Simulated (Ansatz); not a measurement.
# Calibrating PBE0-D4/def2-TZVPP on S-containing molecules

The atomisation enthalpy at 298 K in kJ/mol of 7 S-containing molecules: x at PBE0-D4/def2-TZVPP, y from tabulated heats of molecules and atoms (CRC Handbook of Chemistry and Physics). Shapes, held fixed at every level: PBE0-D4/def2-TZVP. Flexible molecules stand in one conformer, not always the lowest. Computed values hold a harmonic thermal term (PBE0-D4/def2-TZVP) and the atoms' spin-orbit lowering. Programs: Ansatz 0.2.0.

| molecule | x (kJ/mol) | y (kJ/mol) |
| --- | --- | --- |
| C2H5NS (thioacetamide) | 3291 | 3262 |
| C2H4N2S2 (dithiooxamide) | 3778 | 3722 |
| C2H6O3S (dimethyl sulfite) | 4233 | ? |
| C3H6S3 (1,3,5-trithiane) | 4272 | 4210 |
| C4H10S (methyl propyl sulfide) | 5439 | 5407 |
| C4H10OS (diethyl sulfoxide) | 5798 | 5779 |
| C5H10S (thiane) | 6163 | 6105 |

Question: Fit y = c + s·x to the known rows and predict y for C2H6O3S.

Answer: 
1. Means of the 6 rows: x = 4790.17, y = 4747.5.
2. Σ(Δx)² = 6861863, Σ(Δx·Δy) = 6874610, so the slope is 6874610/6861863 = 1.0019.
3. Intercept: 4747.5 − (1.0019) × 4790.17 = -51.8. The largest residual of the fit is 22.
4. C2H6O3S: -51.8 + 1.0019 × 4233 = 4189 kJ/mol.

The tabulated heats give 4250 kJ/mol, so the prediction is off by -61 kJ/mol, more than the largest residual. Uncorrected, PBE0-D4/def2-TZVPP misses it by -17 kJ/mol, and the other rows by 43 on average. The line makes this one worse. Left out in turn, the other rows are missed by 25 kJ/mol on average.

The slope of 1.0019 makes the fit almost a constant downward shift, suited to the overbinding found in all six known rows. Dimethyl sulfite is instead underbound, by 17 kJ/mol before correction, so the shift adds to its error. The likely reason is chemical: its sulfur is in oxidation state +4 and bound to three oxygens, whereas the sulfides, the thioamides and trithiane contain divalent sulfur bound to carbon. Strongly polar S–O bonds at positively charged sulfur draw on d polarisation functions for a contracted density, and an incomplete description of this polarisation probably costs binding energy in the molecule but hardly any in the free atom. Diethyl sulfoxide, the only fitted molecule with an S–O bond, has the smallest overbinding of the six, which points the same way. Sulfur's environment is not the whole story, however, since thiane is overbound clearly more than methyl propyl sulfide, although both are dialkyl sulfides. The line is therefore no basis for correcting sulfites, and one such molecule cannot establish a separate correction for them.
